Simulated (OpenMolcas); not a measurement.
# CH2FNOSi (SMILES O=C=N[SiH2]F): the dipole moment, rung by rung

The species is CH2FNOSi (7 atoms), meant as a singlet with charge 0. SMILES: `O=C=N[SiH2]F`. The shape is that of a PBE0-D4/def2-TZVP optimisation. This is one conformer, not always the lowest.

```xyz
7

O    -0.5738   -2.9080   -0.5520
C    -0.3069   -1.8169   -0.2561
N    -0.0190   -0.7062    0.0761
Si    0.2121    0.9683    0.1889
F    -0.4202    1.6710   -1.0910
H    -0.4903    1.4703    1.3848
H     1.6593    1.2536    0.2037
```

Each level gives the dipole moment (D). The values are calculated.

```
         level             kind     program  value (D)  CPU time
 SVWN5/cc-pVDZ              LDA  OpenMolcas       1.56      30 s
  BLYP/cc-pVDZ              GGA  OpenMolcas       1.48      41 s
revPBE/cc-pVDZ              GGA  OpenMolcas       1.46      41 s
 M06-L/cc-pVDZ         meta-GGA  OpenMolcas       1.69      51 s
  TPSS/cc-pVDZ         meta-GGA  OpenMolcas       1.50      58 s
r2SCAN/cc-pVDZ         meta-GGA  OpenMolcas       1.60      51 s
 B3LYP/cc-pVDZ    global hybrid  OpenMolcas       1.65      43 s
M06-2X/cc-pVDZ  hybrid meta-GGA  OpenMolcas       1.77      49 s
```

The values span 1.46 to 1.77 D. Magnitudes only. Times are those of the runs behind each value, whatever else they computed, on shared processors of several kinds: orders of magnitude only.

The calculations consistently give a moderately polar molecule, and because the geometry is fixed, the spread reflects differences in electron density rather than structure. Silicon is the electropositive centre, and fluorine, the isocyanate nitrogen and the hydridic hydrogens all draw charge from it. Their roughly tetrahedral arrangement makes these bond contributions partly cancel, so a modest total moment is compatible with strongly polar individual bonds. It also makes the result sensitive to small shifts in the balance between the Si–F bond and the Si–NCO unit.

The two GGAs give the smallest moments and M06-2X the largest. The rise from BLYP to B3LYP, 1.48 to 1.65 D, probably reflects less delocalised charge when exact exchange is included. Hybrid character alone does not fix the order, however, since the semilocal M06-L value of 1.69 D lies above B3LYP. Nor does the functional spread bound the total error: all levels share a small basis without diffuse functions, which can shift the moments together.
